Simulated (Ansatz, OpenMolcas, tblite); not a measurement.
# AlNH2ClF (SMILES [NH2][Al]([F])[Cl]): methods side by side

AlNH2ClF has 6 atoms, charge 0, and is taken as a singlet. As SMILES, `[NH2][Al]([F])[Cl]`. The coordinates come from a PBE0-D4/def2-TZVP relaxation.

```xyz
6

N    -0.1123    0.9826   -0.0258
Al    0.1525   -0.7391    0.0923
F     1.0418   -1.3455    1.3311
Cl   -0.6411   -2.0494   -1.3136
H     0.2463    1.6615    0.6248
H    -0.6451    1.4260   -0.7549
```

Quantity: the HOMO–LUMO gap, in eV. The values are calculated.

```json
{"level": "IPEA1-xTB", "kind": "semi-empirical", "program": "tblite", "value (eV)": "4.91", "CPU time": "under 2 s"}
{"level": "HF/aug-cc-pVDZ", "kind": "Hartree–Fock", "program": "Ansatz", "value (eV)": "12.24", "CPU time": "7.9 s"}
{"level": "SVWN5/aug-cc-pVDZ", "kind": "LDA", "program": "OpenMolcas", "value (eV)": "4.92", "CPU time": "53 s"}
{"level": "PBE/aug-cc-pVDZ", "kind": "GGA", "program": "OpenMolcas", "value (eV)": "4.90", "CPU time": "54 s"}
{"level": "TPSS/aug-cc-pVDZ", "kind": "meta-GGA", "program": "OpenMolcas", "value (eV)": "5.14", "CPU time": "97 s"}
{"level": "r2SCAN/aug-cc-pVDZ", "kind": "meta-GGA", "program": "Ansatz", "value (eV)": "5.72", "CPU time": "18 s"}
{"level": "B3LYP/aug-cc-pVDZ", "kind": "global hybrid", "program": "OpenMolcas", "value (eV)": "6.52", "CPU time": "70 s"}
{"level": "BHLYP/aug-cc-pVDZ", "kind": "global hybrid", "program": "Ansatz", "value (eV)": "8.91", "CPU time": "15 s"}
{"level": "CAM-B3LYP/aug-cc-pVDZ", "kind": "range-separated hybrid", "program": "Ansatz", "value (eV)": "9.17", "CPU time": "14 s"}
{"level": "B2PLYP/aug-cc-pVDZ", "kind": "double hybrid", "program": "OpenMolcas", "value (eV)": "9.05", "CPU time": "56 s"}
```

The values span 4.90 to 12.24 eV. Orbital gaps aren't excitation energies, and those of double hybrids come from the SCF part alone; they tend to grow with the share of exact exchange. Times are those of the runs behind each value, whatever else they computed, on shared processors of several kinds: orders of magnitude only.

Every level gives AlNH2ClF a wide gap, but its size depends strongly on the treatment of exchange. LDA and PBE nearly coincide at 4.92 and 4.90 eV, so gradient corrections barely alter the frontier separation, whereas B3LYP gives 6.52 eV and Hartree–Fock 12.24 eV, probably because nonlocal exchange lowers the occupied orbitals while leaving the virtual ones without a comparable stabilisation.

The wide gap itself fits the polar bonding. The HOMO is probably mainly the nitrogen lone pair, higher in energy than the fluorine lone pairs because nitrogen is less electronegative, and partly delocalised towards aluminium. The LUMO probably has substantial aluminium character, as expected for a three-coordinate, electron-deficient centre. Nitrogen-to-aluminium π donation would stabilise the former and raise the aluminium-centred acceptor level, widening the gap.

The IPEA1-xTB value of 4.91 eV matches the LDA and PBE results, but this agreement doesn't establish accuracy. Nor does the gap alone measure the molecule's Lewis acidity, which also depends on the energy of reorganisation and the bond formed with a donor.
